**Problem.** In this ordered model of GeSb₂Te₄, the atoms sit as in rock salt, with tellurium on one set of sites and Ge, Sb and vacancies on the other. One cation site in four is empty. The symmetry then makes two kinds of tellurium: one with five cation neighbours and a vacancy, the other with four and two vacancies on opposite sides.

GeSb2Te4, 7 atoms in the cell, space group I-4m2 (119), conventional a = 6.014, c = 11.887 Å, 30.71 Å³ an atom. Loewdin populations of the shells that the datasets hold (zero for a shell they lack, f left out), summed by atom and angular momentum, and Bader charges of a cell at fixed atoms. Ansatz 0.2.0, plane-wave PAW, scalar-relativistic; functional PBEsol; no spin polarisation; cutoff 420 eV; k mesh 8×8×8; Gaussian smearing of 0.1 eV.

| row | element | s electrons (e) | p electrons (e) | d electrons (e) | Bader charge (e) | Bader volume (Å³) |
| --- | --- | --- | --- | --- | --- | --- |
| 1 | Ge | 1.85 | 2.24 | 10.00 | 0.38 | 20.59 |
| 2 | Sb | 1.87 | 2.87 | 10.00 | 0.47 | 25.23 |
| 3 | Sb | 1.88 | 2.81 | 10.00 | 0.53 | 24.95 |
| 4 | Te | 1.84 | 4.12 | 10.00 | -0.32 | 34.33 |
| 5 | Te | 1.85 | 4.27 | 10.00 | -0.37 | 37.77 |

A positive Bader charge means that an atom has lost electrons, counted within a region bounded by surfaces of minimum density; the Bader volume is the size of that region. The s, p and d electrons are Loewdin populations, which instead count how much of the occupied states resembles each atom's own orbitals.

**(a) Why is antimony more positive than germanium, and why are all the charges so small?**

**Solution.** The three elements attract electrons about equally, so their bonds share electrons much more than they transfer them. Antimony brings three p electrons to these bonds and germanium two, which is probably why antimony loses more in total. In ionic language the charges would be +3, +2 and −2 for Sb, Ge and Te.

One common fraction of these formal charges, fitted to all five Bader charges, comes to 17 %. It puts antimony 0.17 e above germanium, where the calculation gives 0.12 e on average. This is a summary of weak charge transfer, and it cannot distinguish two atoms of the same element. The output after this text gives the largest miss and the counts used below.

**(b) Does a tellurium atom become more or less negative when it has fewer cation neighbours?**

**Solution.** First the rows must be matched to the sites. All six neighbours of a vacancy are tellurium, so they must take up its space, and the atom with two vacancies should be the larger. That points to row 5, which is 3.4 Å³ larger than row 4. Six equal shares of this size would make a vacancy of about 21 Å³, close to the volume of germanium. The match is an inference from volume, and the answer below depends on it.

Two simple pictures now disagree. If neutral cations each hand electrons to their neighbours, a tellurium with fewer neighbours receives less and is less negative. If we start instead from Te²⁻, with its p shell full, each bond returns some electrons to a cation. A missing neighbour then leaves tellurium more negative.

The second picture can be worked out from the computed cation charges. Germanium has recovered 2 − 0.38 = 1.62 electrons from its six neighbours, and antimony on average 3 − 0.50 = 2.50. Both kinds of tellurium have three Sb neighbours; the first has two Ge neighbours and the second one:

- five neighbours: −2 + 3 × 2.50/6 + 2 × 1.62/6 = −0.21 e
- four neighbours: −2 + 3 × 2.50/6 + 1 × 1.62/6 = −0.48 e

Neutrality fixes the average of the two, so only their difference tests the picture. The calculation gives −0.32 e for row 4 and −0.37 e for row 5. The direction is right, but the predicted difference is about five times too large. The count from neutral atoms gives −0.38 e for five neighbours and −0.31 e for four. That difference is closer in size but has the wrong sign, so only the order of the two charges favours the ionic start.

The shape of the p shell is a likely reason for the direction. In the four-neighbour tellurium, one p orbital points at a vacancy on each side. With no cation to share its electrons, it can hold them as a lone pair. The estimate overshoots because it lets every neighbour of a given element take back the same amount; a tellurium with fewer neighbours probably shares more through each bond that remains.

**(c) Do the Loewdin populations support this answer, although they make germanium slightly negative?**

**Solution.** They support the direction. Row 5 has 0.15 more p electrons than row 4, while the s populations hardly differ. This matters because the Bader method assigns the thin density inside the vacancy to tellurium, which could by itself produce a difference of 0.05 e. The convergence of so small a difference with the density grid was not tested either. The Loewdin count uses no such volumes, though it too can be biased where a neighbour is missing.

The sign on germanium is less secure. Its Loewdin charge, four valence electrons less the s and p populations, is −0.09 e, against +0.38 e from Bader. Germanium has the smallest Bader volume, and its orbitals probably reach past that boundary and count density that Bader gives to tellurium. The Loewdin populations also miss about 0.3 electrons in the cell, but this cannot explain the negative sign: any of them returned to germanium would make it more negative still. A charge this close to zero is expected to depend on the orbitals chosen for the count, so its sign says little about the bonding.

The two antimony atoms leave a question open. One has four of its six bonds to the four-neighbour kind of tellurium, the other only two. If that tellurium does share more through each bond, the first antimony should be the less positive, which would make it row 2. The table does not say which antimony is which; matching the rows to the atomic positions would test the idea.

Printed output of the fit:

```
Charges and shells by site:
  row  Loewdin charge (e)  Bader less Loewdin (e)  s change from atom (e)  p change from atom (e)  Bader share of formal charge (%)
    1               -0.09                    0.47                   -0.15                    0.24                                19
    2                0.26                    0.21                   -0.13                   -0.13                             15.67
    3                0.31                    0.22                   -0.12                   -0.19                             17.67
    4                0.04                   -0.36                   -0.16                    0.12                                16
    5               -0.12                   -0.25                   -0.15                    0.27                              18.5
Electrons missing from the Loewdin populations of the cell (e): 0.32
fit of q on 5 rows: coefficient of ox 0.1713 +/- 0.0064; rms 0.0311, worst 2 0.044, leave-one-out rms 0.04
Mean Sb less Ge, Bader charge (e): 0.12
Difference between the two Sb sites, Bader charge (e): 0.06
Four-neighbour less five-neighbour Te, Bader charge (e): -0.05
Four-neighbour less five-neighbour Te, p electrons (e): 0.15
Four-neighbour less five-neighbour Te, Bader volume (A3): 3.44
Volume of a vacancy if each of its six Te takes an equal share (A3): 20.64
Neutral-atom count, five-neighbour Te charge (e): -0.3767
Neutral-atom count, four-neighbour Te charge (e): -0.3133
Ionic count, five-neighbour Te charge (e): -0.21
Ionic count, four-neighbour Te charge (e): -0.48
Ionic count, four less five (e): -0.27
Electrons returned per neighbour by five-neighbour Te, from Te2- (e): 0.336
Electrons returned per neighbour by four-neighbour Te, from Te2- (e): 0.4075
```
